# Rank of a dodecagonal module: the BaTiO$_3$-derived film on Pt(111)

## Statement

A reduced, monolayer-thin oxide film derived from BaTiO$_3$ on Pt(111) shows twelvefold diffraction (Förster and co-workers, 2013). Model it as an ideal edge-to-edge tiling of equilateral triangles (T), squares (S) and 30° rhombi (R) with one edge length, edges along twelve directions 30° apart, point group $12mm$ ($C_{12v}$), one point scatterer per vertex.

Data.

- Edge length $a = 6.85$ Å, a typical value for this film, given as input.
- Rhomb-to-square ratio $N_R/N_S=(\sqrt3-1)/2$, that of the ideal Niizeki–Gähler tiling, given as input.
- Pt lattice constant approximately $3.92$ Å, given as input.
- Bulk tetragonal BaTiO$_3$ at 300 K: $a_B = 3.994$ Å, $c_B = 4.034$ Å (compiled values, Wikipedia).

Find:

1. the minimal rank of the module of vertex positions and the integer matrix of $C_{12}$;
2. its splitting into parallel and perpendicular irreps, and the 4D cell;
3. the Fourier module and the radii of its main rings;
4. the triangle fraction and vertex density, next to a cation layer of bulk BaTiO$_3$(111);
5. the rank once the substrate is included;
6. the fate of the indices in the $3^2.4.3.4$ ($\sigma$) approximant;
7. the corresponding result for icosahedral symmetry.

Conventions. The plane is $\mathbb C$, with scalar product $x\cdot y=\mathrm{Re}(x\bar y)$. $\xi=e^{i\pi/6}$. Wavevectors include $2\pi$ and are in Å$^{-1}$. Matrices act on columns of integer indices.

## 1. The restriction

A planar $\mathbb Z$-module $M$ is a finitely generated additive subgroup of $\mathbb C$. It has no torsion, so it is free, of rank $r$. Let $\zeta=e^{2\pi i/n}$ and $\zeta M= M$.

- In a basis of $M$ the rotation is an integer $r\times r$ matrix.
- The rational span $\mathbb QM$ has dimension $r$ over $\mathbb Q$ and is closed under multiplication by rational polynomials in $\zeta$, which form the field $\mathbb Q(\zeta)$.
- The minimal polynomial of $\zeta$ over $\mathbb Q$ is the cyclotomic polynomial $\Phi_n$, irreducible, of degree $\varphi(n)=n\prod_{p|n}(1-1/p)$. So $\mathbb Q(\zeta)$ has dimension $\varphi(n)$ over $\mathbb Q$.
- Hence $r=s\,\varphi(n)$ with $s=\dim_{\mathbb Q(\zeta)}\mathbb QM$, and the characteristic polynomial of the matrix is $\Phi_n^{\,s}$. The minimum $r=\varphi(n)$ is reached by $\mathbb Z[\zeta]$.

| $n$ | 3, 4, 6 | 5, 8, 10, 12 | 7, 9, 14, 18 |
|---|---|---|---|
| $\varphi(n)$ | 2 | 4 | 6 |

A discrete subgroup spanning the plane has rank 2. This needs $\varphi(n)\le2$, so $n=1,2,3,4,6$: the classical restriction. Since $M=-M$, odd $n$ implies $2n$.

Caution. The bound holds because the matrix acts on the physical plane as multiplication by $\zeta$. An integer matrix that merely has order $n$ can be smaller (Hiller): a block with $\Phi_3$ and a block with $\Phi_5$ give order 15 in dimension 6, while $\varphi(15)=8$. For $n=12$ the blocks $\Phi_3\Phi_4$ give order 12 in dimension 4 with trace $-1$; this rotates one plane by 120° and another by 90° and has no plane rotated by 30°.

The film. Every vertex is reached along edges $a\xi^k$, so positions lie in $M=a\,\mathbb Z[\xi]$. From
$$x^{12}-1=(x^6-1)(x^2+1)(x^4-x^2+1)$$
the primitive roots $\xi^{\pm1},\xi^{\pm5}$ belong to $\Phi_{12}=x^4-x^2+1$. The rank is 4, with basis $a,\ a\xi,\ a\xi^2,\ a\xi^3$. With $\xi^4=\xi^2-1$,
$$R=\begin{pmatrix}0&0&0&-1\\1&0&0&0\\0&1&0&1\\0&0&1&0\end{pmatrix},\qquad \det(x-R)=\Phi_{12}(x),\quad R^6=-1 .$$
In rank 2 the trace would be $2\cos30^\circ=\sqrt3$, not an integer. The mirror $x\to\bar x$ is also integral: $\bar\xi=\xi-\xi^3$, $\bar\xi^2=1-\xi^2$, $\bar\xi^3=-\xi^3$. Its trace is 0.

## 2. Parallel and perpendicular space

The eigenvalues of $R$ pair into two real invariant planes, rotated by 30° and by 150°. Define the Galois map $x\to x'$ by $\xi\to\xi^5$. It gives $i'=\xi^{15}=i$ and $(\sqrt3)'=\xi^5+\xi^{-5}=-\sqrt3$, and it commutes with complex conjugation. With $E_l$ the irrep of $C_{12v}$ of character $2\cos(lk\pi/6)$ on $C_{12}^k$:

| $k$ | 0 | 1 | 2 | 3 | 4 | 5 | 6 |
|---|---|---|---|---|---|---|---|
| $E_1$ (parallel) | 2 | $\sqrt3$ | 1 | 0 | $-1$ | $-\sqrt3$ | $-2$ |
| $E_5$ (perpendicular) | 2 | $-\sqrt3$ | 1 | 0 | $-1$ | $\sqrt3$ | $-2$ |
| $\mathrm{tr}\,R^k$ | 4 | 0 | 2 | 0 | $-2$ | 0 | $-4$ |

All mirrors have character 0. So $\Gamma_4=E_1\oplus E_5$: the irrational character is cancelled by its Galois conjugate. The integer matrix $T=R+R^{-1}$ represents multiplication by $\sqrt3$, obeys $T^2=3$, and gives the projectors $P_{\parallel,\perp}=\tfrac12(1\pm T/\sqrt3)$.

Lift: $b_j=a(\xi^j,\xi^{5j})$, $j=0,\dots,3$. The scale of the perpendicular part is free; it is set equal to $a$. The Gram matrix is $b_j\cdot b_k=a^2[\cos(30^\circ l)+\cos(150^\circ l)]$ with $l=j-k$, which is $2a^2,0,a^2,0$ for $|l|=0,1,2,3$. The pairs $(b_0,b_2)$ and $(b_1,b_3)$ span two mutually orthogonal hexagonal lattices, each with Gram determinant $3a^4$. The cell volume is
$$V_4=\sqrt{9a^8}=3a^4=6.61\times10^3\ \text{Å}^4 .$$

Units of the ring. $\det(1+R)=\Phi_{12}(-1)=1$, so multiplication by $1+\xi$ maps $M$ onto itself: a scaling by $2\cos15^\circ=1.932$ with a turn of 15°. Its square is $\xi(2+\sqrt3)$, so $2+\sqrt3=3.732$ is a pure scaling symmetry. Powers of the inverse shrink any vector to zero, so $M$ is dense in the plane. The discrete vertex set is the subset of $M$ whose $x'$ falls in a bounded window.

Selection rule from the splitting. The displacement field has a phonon part ($E_1$) and a phason part ($E_5$); the gradient is $E_1$. Phonon gradients carry angular labels $0,\pm2$. Phason gradients form $E_5\otimes E_1=E_4\oplus B_1\oplus B_2$ (labels $\pm4$, $\pm6$). No irrep is shared, so quadratic elasticity has no phonon–phason coupling. It has two phonon constants ($A_1$, $E_2$) and three phason invariants, one combination of which is the determinant of the gradient, a boundary term. For $n=10$ the perpendicular irrep is $E_3$, the product $E_3\otimes E_1$ contains $E_2$, and one coupling is allowed.

## 3. Fourier module

A 4D reciprocal vector $(q_\parallel,q_\perp)$ must satisfy $q_\parallel\cdot x+q_\perp\cdot x'\in2\pi\mathbb Z$ on all lifted points. Try
$$q_\parallel=q_0m,\qquad q_\perp=-q_0m',\qquad m=\sum_j n_j\xi^j .$$
The pairing of $b_j$ with $m=\xi^k$ is $aq_0[\cos(30^\circ l)-\cos(150^\circ l)]$. The bracket is $0,\sqrt3,0,0$ for $|l|=0,1,2,3$. Choose
$$q_0=\frac{2\pi}{\sqrt3\,a}=0.530\ \text{Å}^{-1}.$$
The pairing matrix divided by $2\pi$ then has ones next to the diagonal and zeros elsewhere. Its determinant is 1, so these vectors generate the whole dual lattice. The Fourier module is $q_0\mathbb Z[\xi]$, again of rank 4: every spot takes four integers.

| $(n_0n_1n_2n_3)$ | $\lvert m\rvert$ | $\lvert m'\rvert$ | $q_\parallel$ (Å$^{-1}$) | $q_\perp$ (Å$^{-1}$) | azimuth mod 30° |
|---|---|---|---|---|---|
| $(\bar1100)$ | 0.5176 | 1.932 | 0.274 | 1.02 | 15° |
| $(1000)$ | 1 | 1 | 0.530 | 0.530 | 0° |
| $(1001)$ | 1.414 | 1.414 | 0.749 | 0.749 | 15° |
| $(1010)$ | 1.732 | 1.732 | 0.917 | 0.917 | 0° |
| $(1100)$ | 1.932 | 0.5176 | 1.02 | 0.274 | 15° |
| $(1110)$ | 2.732 | 0.7321 | 1.45 | 0.388 | 0° |
| $(1210)$ | 3.732 | 0.2679 | 1.98 | 0.142 | 0° |

Azimuths refer to the tile edges. Each row is a ring of twelve spots. The list is a selection, since the module is dense. Because $1+\xi$ is a unit, the ring at 1.02 Å$^{-1}$ generates the same module as the ring at 0.530 Å$^{-1}$; an indexing must state which ring serves as basis.

## 4. Tile frequencies and density

Map each vertex to $x'$ and interpolate linearly over each tile. Signed areas of a tile and of its image:

- Square, edges $1,\xi^3\to1,\xi^3$: area $a^2$, image $+a^2$.
- Rhomb, edges $1,\xi\to1,\xi^5$: area $a^2/2$, image $a^2\sin150^\circ=+a^2/2$.
- Triangle, edges $1,\xi^2\to1,\xi^{10}$: area $\tfrac{\sqrt3}{4}a^2$, image $-\tfrac{\sqrt3}{4}a^2$.

The image areas are the Galois conjugates of the real ones. For a patch of size $L$ the total image area is a line integral round the boundary. If $x'$ stays in a bounded window, this grows at most as $L$, against $L^2$ for the number of tiles. Therefore
$$N_S+\tfrac12N_R=\tfrac{\sqrt3}{4}N_T .$$
Triangles cover exactly half of the area, whatever the rhomb content. With the given ratio,
$$\frac{N_T}{N_S}=\frac{4}{\sqrt3}\left(1+\frac{\sqrt3-1}{4}\right)=1+\sqrt3,\qquad N_T:N_S:N_R=2.732:1:0.366 .$$
The angle sum assigns half a vertex to a triangle and one to a quadrilateral. Per square there are $\tfrac{1+\sqrt3}{2}+1+\tfrac{\sqrt3-1}{2}=1+\sqrt3$ vertices on an area $\tfrac{\sqrt3}{2}(1+\sqrt3)a^2$:
$$\rho=\frac{2}{\sqrt3\,a^2}=2.46\ \text{nm}^{-2}.$$
Without rhombi, $N_T/N_S=4/\sqrt3$ and $\rho=(\tfrac12+\tfrac1{\sqrt3})/a^2=2.30$ nm$^{-2}$.

Periodic reference. The (111) mesh of bulk tetragonal BaTiO$_3$ is spanned by $(a_B,-a_B,0)$ and $(a_B,0,-c_B)$, of lengths 5.648 Å and 5.677 Å, at 60.2°. It is a rank-2 lattice, centred rectangular and nearly hexagonal. The cross product $(a_Bc_B,\,a_Bc_B,\,a_B^2)$ gives the area $a_B\sqrt{2c_B^2+a_B^2}=27.81$ Å$^2$. One Ba per BaO$_3$ layer and one Ti per Ti layer in this cell means 3.595 nm$^{-2}$. The model's vertex density is 0.68 of one such layer.

Which rings are strong. Assume the vertices are all lifted lattice points with $x'$ in one window of area $W$. Then $\rho=W/V_4$, so $W=2\sqrt3a^2=163$ Å$^2$, and the kinematic amplitude is $\rho$ times the normalised Fourier transform of the window at $q_\perp$. Replace the window by a disc of equal area, radius $r_W=7.19$ Å. The transform is $f=2J_1(u)/u$ with $u=q_\perp r_W$:

| ring | $(1000)$ | $(1100)$ | $(1110)$ | $(1210)$ |
|---|---|---|---|---|
| $u$ | 3.81 | 1.97 | 2.79 | 1.02 |
| $f$ | 0.005 | 0.59 | 0.30 | 0.88 |

The first zero of $J_1$ is at 3.83. The entry for $(1000)$ lies almost on it, so there the neglected twelvefold outline of the window decides the value, and the entry says only that the ring is weak. The estimate ranks $(1100)$ as the innermost strong ring. It omits the other atoms of the film, form factors, thermal damping and the multiple scattering of LEED.

## 5. Film plus substrate

Pt nearest-neighbour distance $d=3.92\ \text{Å}/\sqrt2=2.77$ Å. First-order substrate spots lie at
$$G=\frac{4\pi}{\sqrt3\,d}=2.62\ \text{Å}^{-1},\qquad \frac{G}{q_0}=\frac{2a}{d}=4.94 .$$
Multiple scattering and mutual modulation produce sums of film and substrate vectors. The sum module is invariant under the 60° rotation $\omega=\xi^2$, so its rank is a multiple of $\varphi(6)=2$. Over $\mathbb Q(\omega)$ the film spans dimension 2 and the substrate adds one vector $Ge^{i\theta}$, with $\theta$ its azimuth from the tile edges. The rank is 6, with characteristic polynomial $\Phi_6^3$ for $\omega$, unless $Ge^{i\theta}/q_0\in\mathbb Q(\xi)$, when it stays 4. For $\theta=0$ this asks $2a/d\in\mathbb Q(\sqrt3)$; for $\theta=15^\circ$ it asks $2a/d\in\sqrt2\,\mathbb Q(\sqrt3)$, since $\sqrt2e^{i\pi/12}=(1+i)\bar\xi$. Both sets are dense on the real line, so a ratio known to three figures cannot decide the case. The generic count is $4+2=6$ indices. In either case the combined system keeps at most the $3m$ symmetry of the fcc(111) surface; $12mm$ belongs to the idealised film alone.

## 6. The $\sigma$ approximant

The $3^2.4.3.4$ tiling has a square cell with $A_1=a(1+\xi)$, $A_2=iA_1$, side $1.932\,a=13.2$ Å. It holds two squares, four triangles and four vertices on $(2+\sqrt3)a^2$: density 2.28 nm$^{-2}$, triangle area fraction $\sqrt3/(2+\sqrt3)=0.464$, below one half. The image area $(2-\sqrt3)a^2$ per cell does not vanish, so $x'$ grows linearly with $x$. As $A_2'=iA_1'$, the growth is a complex multiplication,
$$x'=\epsilon x+\text{(periodic part)},\qquad \epsilon=\frac{1+\xi^5}{1+\xi}=(2-\sqrt3)\,e^{i\pi/3}.$$
Such a phason strain carries the label $5-1=4$: it belongs to $E_4$ and preserves the fourfold axis.

The phase $q_\parallel\cdot x+q_\perp\cdot\epsilon x$ equals $q\cdot x$ with $q=q_\parallel+\bar\epsilon q_\perp=q_0(m-\bar\epsilon m')$. Its indices on the square reciprocal lattice of spacing $g=2\pi/|A_1|=0.475$ Å$^{-1}$ are the pairings with the lifted $A_1$ and $A_2=a(\xi^3+\xi^4)$. The bracket of section 3, which is also 0 for $|l|=4$, gives
$$h=n_0+n_1+n_2,\qquad k=n_2+n_3 .$$
Four integers collapse to two. The kernel is spanned by $(\bar1100)$ and $(\bar101\bar1)$, that is $\xi-1$ and $i(\xi-1)$. The ring $(1100)$, of radius $2.155\,g$, moves by $q_0|\epsilon||m'|=0.073$ Å$^{-1}$ per spot: $(1100)\to(2,0)$ and $(0110)\to(2,1)$. Twelve spots at 1.02 Å$^{-1}$ become four at $2g=0.950$ Å$^{-1}$ and eight at $\sqrt5g=1.06$ Å$^{-1}$, the latter 26.6° instead of 30° from the nearest axis.

## 7. Icosahedral case

Characters of the rotation group $I$, $\tau=(1+\sqrt5)/2$:

| | $E$ | $12C_5$ | $12C_5^2$ | $20C_3$ | $15C_2$ |
|---|---|---|---|---|---|
| $T_1$ | 3 | $\tau$ | $1-\tau$ | 0 | $-1$ |
| $T_2$ | 3 | $1-\tau$ | $\tau$ | 0 | $-1$ |
| sum | 6 | 1 | 1 | 0 | $-2$ |

An invariant module spanning physical space gives an integer representation of character $\chi$ that contains the vector irrep $T_1$. The difference of multiplicities is
$$n(T_1)-n(T_2)=\tfrac{12}{60}\sqrt5\,[\chi(C_5)-\chi(C_5^2)].$$
The left side and $\chi$ are integers and $\sqrt5$ is irrational, so both sides vanish. $T_2$ accompanies $T_1$ and the rank is at least 6. The fivefold axis alone would need only $1+4=5$. The irreps $G$ and $H$ have integer characters in dimensions 4 and 5 but contain no vector irrep.

Rank 6 is reached. Take unit vectors $e_1,\dots,e_6$ along the fivefold axes, $e_1$ to a vertex and $e_2,\dots,e_6$ to its five neighbours in cyclic order. The group acts by signed permutations. $C_5$ fixes $e_1$ and cycles the rest: trace 1, polynomial $(x-1)^2\Phi_5$. The $C_2$ along $e_1+e_2$ swaps $e_1\leftrightarrow e_2$ and $e_3\leftrightarrow e_6$ and negates $e_4,e_5$: trace $-2$. The Gram matrix is $1+S/\sqrt5$, with $S_{jj}=0$, $S_{jk}=+1$ for $e_1$ with any other vector and for cyclic neighbours, $-1$ otherwise. $S^2=5$, and
$$P_{\parallel,\perp}=\tfrac12\left(1\pm S/\sqrt5\right),\qquad \mathrm{tr}(P_\parallel C_5)=\tfrac12+\tfrac{5}{2\sqrt5}=\tau,\qquad \mathrm{tr}(P_\perp C_5)=1-\tau .$$
So $\Gamma_6=T_1\oplus T_2$, exchanged by $\sqrt5\to-\sqrt5$. Under $I_h$ the inversion is $-1$ and the labels are $T_{1u}\oplus T_{2u}$. The pair $(S,\sqrt5)$ plays the part of $(T,\sqrt3)$ in the film.

## Results

Rank 4, $\Gamma_4=E_1\oplus E_5$; generically rank 6 with the substrate; rank 2 in the approximant. These are exact statements about the modules. The model's lengths, $q_0=0.530$ Å$^{-1}$, the ring at 1.02 Å$^{-1}$ and $\rho=2.46$ nm$^{-2}$, scale as $1/a$ and $1/a^2$ with an edge length chosen to be typical of the film, so they test nothing about it independently. Real approximants on Pt(111) are typically distorted by the substrate at the per-cent level from the ideal 13.2 Å square cell; the index map from four integers to two does not depend on that distortion.